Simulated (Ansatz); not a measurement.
# LiHPd: energy above lowest point against volume scale

All results are calculated (Ansatz 0.2.0). Free energy against uniform scaling of the volume at fixed shape and fractions; periodic cell, basis, potentials, k mesh and filling as listed.

The cell before it is scaled or strained (space group P4/mmm, No. 123):
```
cell vectors (Å)
   2.7795     0.0000     0.0000
   0.0000     2.7795     0.0000
   0.0000     0.0000     3.9043
atoms (fractions of the cell vectors)
Li  0.50000  0.50000  0.50000
H   0.50000  0.50000  0.00000
Pd  0.00000  0.00000  0.00000
```

Settings of every row: functional PBEsol; dispersion none; potentials PAW; wave cutoff 510 eV; density cutoff 2040 eV; k mesh 8x8x6; k shift 0x0x0; occupations fermi dirac; smearing width 0.1 eV; spin none.

Limits: coarse k mesh, up to 40 meV an atom off; the cell comes from a prototype or a list of computed structures and needn't be the stable phase.

```csv
row,volume scale,V (Å³/atom),energy above lowest point (meV/atom)
1,0.88,8.848,41.8
2,0.92,9.25,?
3,0.96,9.652,0.8
4,1,10.054,0
5,1.04,10.457,8.9
6,1.08,10.859,25.4
7,1.12,11.261,48.1
```

Question: what energy above lowest point should row 2 give?

Worked fit of energy above lowest point. Take u = (V_r/V)^(2/3) − 1 with V_r = 10.256 Å³ an atom, which is twice the finite (Eulerian) strain; such expansions in the strain, on which the Birch-Murnaghan equation of state is built, carry the rest volume and the bulk modulus. The shown rows have u = 0.10346, 0.0413, 0.01335, -0.01286, -0.03737, -0.06042. Least squares give energy above lowest point = 3.37 − 342.24 × u + 6700.6 × u² + 1905 × u³ meV/atom; a parabola predicts inner rows, each left out in turn, worse (root mean square 0.31 against 0.029 meV/atom). All shown rows lie on it to the printed digit. Its lowest point lies at u = 0.0253, or V = 9.879 Å³ an atom, and the curvature there gives the bulk modulus at fixed shape and fractions, B = (4/9)(1 + u)² E″(u)/V = 104 GPa. Letting shape and atoms relax would as a rule lower it, by much in layered, chain or molecular crystals. The withheld row has u = 0.07125, so the fit gives 3.37 − 342.24 × (0.07125) + 6700.6 × (0.07125)² + 1905 × (0.07125)³ = 13.7 meV/atom.

The calculation gave 13.7 meV/atom. The fit meets it to the printed digit.
